Choosing an interatomic model for ytterbium means deciding what the metal holds on to when it loses neighbours: the length of its bonds or the density of its electrons. Two sizes are worth remembering. Exchanging one dense packing for another costs at most some tens of meV per atom, while opening the structure costs from half an eV to well over one. Down to six neighbours the crystal keeps its volume; with four, in the one energy minimum found, it has the neighbour distance of fcc instead.

Yb relaxed in each named structure with Ansatz 0.2.0 (LDA, scalar-relativistic PAW, plane waves to 420 eV, Fermi-Dirac smearing), showing the lowest of the magnetic starts tried. Energies are extrapolated to zero smearing and count from the lowest structure listed. Volumes and bulk moduli come from third-order Birch-Murnaghan fits.

```
        structure  space group of the relaxed cell  neighbours within 15 % of the shortest distance  smearing width    k mesh  starting moments  energy above lowest (meV/atom)  neighbour distance (Å)  volume per atom (Å³)  bulk modulus (GPa)
              bcc                            Im-3m                                                8          0.1 eV  13×13×13              none                               0                   3.362                 29.16                27.2
              fcc                            Fm-3m                                               12         0.05 eV  18×18×18          Yb +1 μB                              20                   3.473                 29.66                23.9
              hcp                         P6_3/mmc                                               12          0.1 eV   17×17×9              none                              23                   3.460                 29.30                24.6
             dhcp                         P6_3/mmc                                               12          0.1 eV   12×12×3              none                              28                   3.473                 29.57                24.5
omega (AlB2-type)                           P6/mmm                                               14          0.1 eV    8×8×11              none                              77                   3.293                 29.27                25.8
     simple cubic                            Pm-3m                                                6          0.1 eV  11×11×11              none                             531                   3.129                 30.20                20.0
          diamond                            Fd-3m                                                4          0.1 eV     8×8×8              none                            1438                   3.494                 66.18                3.16
```

The first four rows, from bcc to dhcp, lie within 28 meV per atom of each other, although the listed number of neighbours jumps from 8 to 12. The jump is partly a matter of counting: bcc has six more atoms at 3.88 Å, just beyond the limit of the column. The physical reason for the small differences is that ytterbium's two outer electrons are not tied to particular pairs of atoms. They form a common sea, and its energy depends first on its density. Compression raises the kinetic energy of the electrons but brings them closer to the ions, and this balance sets nearly the same volume in each of these packings.

That bcc comes out lowest should not be carried over to the real metal, which at ordinary pressure is fcc or hcp unless it is very hot. The LDA volume of fcc is about 28 % below the real one of roughly 41 Å³, so the structures are compared in a strongly compressed crystal. Real ytterbium does turn bcc under pressure, which makes the compression a plausible cause of this order. The runs at scaled volumes point the same way: at equal volume, the lead of bcc over fcc shrinks as the crystal is stretched. None of them reaches the real volume, so the reversal itself remains untested. LDA usually makes crystals too dense, and two further weaknesses may add to the error in volume: the PAW datasets were made for another functional, PBE, and LDA puts the filled 4f levels too close to the Fermi level. The order of fcc, hcp and dhcp is best left unread: they differ by 8 meV at most, and fcc was computed with a different smearing.

Omega looks like a contradiction, with 14 neighbours and yet 77 meV above bcc. The structure has two kinds of site, however, and the listed count and distance can belong to only one of them. At this volume the shortest contact in the crystal can be no longer than 3.23 Å, which is less than the listed 3.293 Å. Some atoms therefore sit closer together than the column suggests, and the ions are spread less evenly than in the first four rows. That should raise the electrostatic energy, as it does in simple cubic below, though the amount was not estimated for omega.

Simple cubic shows most clearly what is being kept. Had it held on to the fcc distance, its volume would be about 42 Å³; it is 30.20 Å³, within 2 % of fcc. The neighbours move in to 3.129 Å because six neighbours at the same density have to be closer than twelve. A bond-counting model would read this as fewer but stronger bonds, yet plain geometry at fixed volume gives almost the same distance.

The price of simple cubic can be estimated from the same picture. Let the ions be point charges of $Z=2$ in a perfectly uniform electron sea. At equal density the sea has the same kinetic, exchange and correlation energy in either structure, so only the electrostatic energy differs. It is $-\tfrac12 M Z^2e^2/r$ per atom, where $r$ is the radius of a sphere with the volume of one atom and $M$, the Madelung constant, measures how evenly the ions are spread. For fcc, $r=(3\times 29.66/4\pi)^{1/3}=1.92$ Å, and $M$ is smaller by 0.032 in simple cubic. With $e^2=14.4$ eV Å,

$$\Delta E=\tfrac12\times 0.032\times 4\times\frac{14.4}{1.92}\approx 0.5\ \text{eV}.$$

The calculation puts simple cubic 511 meV above fcc. Only the order of magnitude deserves trust, and the close agreement is partly luck: real electrons gather around the ions, and ytterbium's d states take part in the bonding. Neither crystal is a uniform sea: the computed bands overlap by only 0.3 eV in fcc and 0.1 eV in simple cubic, where they come apart on compression. The same formula gives only about a meV between bcc and fcc, so it fits their closeness but cannot account for the 20 meV between them. The printed analysis after this text lists the volumes and distances against fcc row by row, followed by the electrostatic estimates.

Diamond leaves the pattern. Its neighbours stand at 3.494 Å, almost exactly the fcc distance, while its volume is 2.2 times that of fcc and its bulk modulus, the resistance to compression, is nearly eight times smaller. At the fcc volume its atoms would have to approach to 2.67 Å, and the electrostatic formula would put it about 1.8 eV above fcc, against the 1.4 eV that the expanded crystal costs. The formula probably overrates so open a structure, because real electrons gather between the ions and lower the cost. It gives a reason for the crystal to expand, but does not prove that expanding is cheaper. At such short contacts the filled inner shells of neighbouring ions should also begin to repel each other.

Nor does ytterbium have the electrons to make such short contacts pay. Silicon brings four valence electrons per atom, which fill the bonding bands of the diamond structure and leave the antibonding ones empty. Ytterbium brings two, just enough to fill the bonding and the antibonding band of its s orbitals, whose effects largely cancel. The computed bands overlap by 1.2 eV, so this filling is only approximate and the crystal is a metal. Electrostatic cost, closed-shell repulsion and weak bonds may together favour the long distance, but their shares were not computed, and the close match with fcc may be chance.

The volumes tried for diamond reach down only to about 58 Å³ per atom, far above the 30 Å³ of the dense structures. At that end the crystal already behaves oddly. Equal steps of compression normally take ever larger rises in pressure, as they do in bcc, but the last two steps in diamond take about 0.15 GPa each. A crystal that stops stiffening may be on the way to a second, denser minimum. Whether there is one should be settled before a model of ytterbium is trained on its four-neighbour structure.

Output of the analysis:

```
Volume and distance against fcc:
                row  volume change in %  distance change in %  distance in Å if scaled to the fcc volume
                bcc              -1.686                -3.196                                      3.381
                fcc                   0                     0                                      3.473
                hcp              -1.214               -0.3743                                      3.474
               dhcp             -0.3034                     0                                      3.477
  omega (AlB2-type)              -1.315                -5.183                                      3.308
       simple cubic               1.821                -9.905                                       3.11
            diamond               123.1                0.6047                                      2.674
Spread of volume over the six dense structures, largest over smallest, in %: 3.567
Spread of listed distance over the six dense structures in %: 10.99
Volume of simple cubic if it kept the fcc distance, in Å³: 41.89
Volume of diamond over that of fcc: 2.231
Bulk modulus of fcc over that of diamond: 7.563
Smallest diamond volume in the scan, in Å³ per atom: 58.24
Simple cubic above fcc in meV per atom: 511
Diamond above simple cubic in meV per atom: 907
dhcp above fcc in meV per atom: 8
Electrostatic cost of bcc and fcc against each other, order of magnitude in eV: 0.0015
Electrostatic cost of simple cubic against fcc, order of magnitude in eV: 0.4799
Electrostatic cost of diamond against fcc at equal volume, order of magnitude in eV: 1.8
Distance of the six next neighbours in bcc in Å: 3.882
Upper bound on the shortest distance in omega from its volume in Å: 3.233
hcp above bcc in free energy in meV per atom: 15.9
Zero-smearing correction of fcc in meV per atom: 6.1
Zero-smearing correction of hcp in meV per atom: 40.65
Band overlap of diamond in eV: 1.215
Computed fcc volume below the rough real one in %: 27.66
```
